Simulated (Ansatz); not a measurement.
## A series in volume scale on Co

Results calculated with Ansatz 0.2.0, not measured. Plane-wave DFT, scalar-relativistic PAW made under PBE with cores redone for the functional, no dispersion; the given relaxed cell is scaled uniformly, energy at zero smearing counts from the unscaled cell, pressure at the given Fermi-Dirac smearing is positive in compression.

The cell before it is scaled or strained (space group P6/mmm, No. 191):
```
cell vectors (Å)
   3.9093     0.0000     0.0000
  -1.9547     3.3856     0.0000
   0.0000     0.0000     2.4060
atoms (fractions of the cell vectors)
Co  0.00000  0.00000  0.00000
Co  0.33333  0.66667  0.50000
Co  0.66667  0.33333  0.50000
```

Settings of every row: spin polarised yes; functional m-r2SCAN; wave cutoff 500 eV; smearing width 0.05 eV; k mesh 11x11x15.

Atom:
| element | starting moment (Bohr magneton) |
| --- | --- |
| Co | 1.62 |
| Co | 1.7 |
| Co | 1.7 |

Limits: all rows lie far from zero pressure; search for a lower magnetic state is off; the cell comes from a prototype or a list of computed structures and needn't be the stable phase.

| row | volume scale | V (Å³/atom) | pressure (GPa) | energy change per atom (meV) | largest site moment (Bohr magneton) |
| --- | --- | --- | --- | --- | --- |
| 1 | 0.88 | 9.341 | 39.36 | 140.45 | 1.52 |
| 2 | 0.92 | 9.766 | ? | ? | ? |
| 3 | 0.96 | 10.19 | 10.4 | 13.15 | 1.66 |
| 4 | 1.04 | 11.039 | -8.58 | 12 | 1.73 |
| 5 | 1.08 | 11.464 | -15.28 | 44.18 | 1.76 |
| 6 | 1.12 | 11.888 | -20.53 | 92.08 | 1.78 |

Question: what pressure and energy change per atom should row 2 give?

Worked fit of pressure. Take u = (V_r/V)^(2/3) − 1 with V_r = 11.039 Å³ an atom, which is twice the finite (Eulerian) strain; such expansions in the strain, on which the Birch-Murnaghan equation of state is built, carry the rest volume and the bulk modulus. The shown rows have u = 0.11778, 0.0548, 0, -0.02487, -0.0482. Least squares give pressure = −8.581 + 293.934 × u + 960.06 × u² GPa; a straight line predicts inner rows, each left out in turn, worse (root mean square 3.2 against 0.02 GPa). The rows lie off it by 0.00, -0.01, 0.00, 0.02, -0.01. The pressure vanishes at u = 0.0268, or V = 10.61 Å³ an atom, and there the bulk modulus at fixed shape and fractions is B = −V dP/dV = (2/3)(1 + u) dP/du = 236 GPa. Letting shape and atoms relax would as a rule lower it, by much in layered, chain or molecular crystals. The withheld row has u = 0.08511, so the fit gives −8.581 + 293.934 × (0.08511) + 960.06 × (0.08511)² = 23.39 GPa.

The calculation gave 23.44 GPa. The fit lies 0.05 GPa (0.083 % of the column's range) below it; its largest miss of a shown row is 0.02 GPa.

Worked fit of energy change per atom. Take u = (V_r/V)^(2/3) − 1 with V_r = 11.039 Å³ an atom, which is twice the finite (Eulerian) strain; such expansions in the strain, on which the Birch-Murnaghan equation of state is built, carry the rest volume and the bulk modulus. The shown rows have u = 0.11778, 0.0548, 0, -0.02487, -0.0482. Least squares give energy change per atom = 11.574 − 875.263 × u + 16707.42 × u² meV; a straight line predicts inner rows, each left out in turn, worse (root mean square 56 against 1.1 meV). The rows lie off it by 0.20, -0.63, 0.43, 0.50, -0.50 (root mean square 0.47 meV). The withheld row has u = 0.08511, so the fit gives 11.574 − 875.263 × (0.08511) + 16707.42 × (0.08511)² = 58.10 meV.

The calculation gave 57.66 meV. The fit lies 0.44 meV (0.34 % of the column's range) above it; its largest miss of a shown row is 0.63 meV.

The other values of row 2: largest site moment 1.61 Bohr magneton.
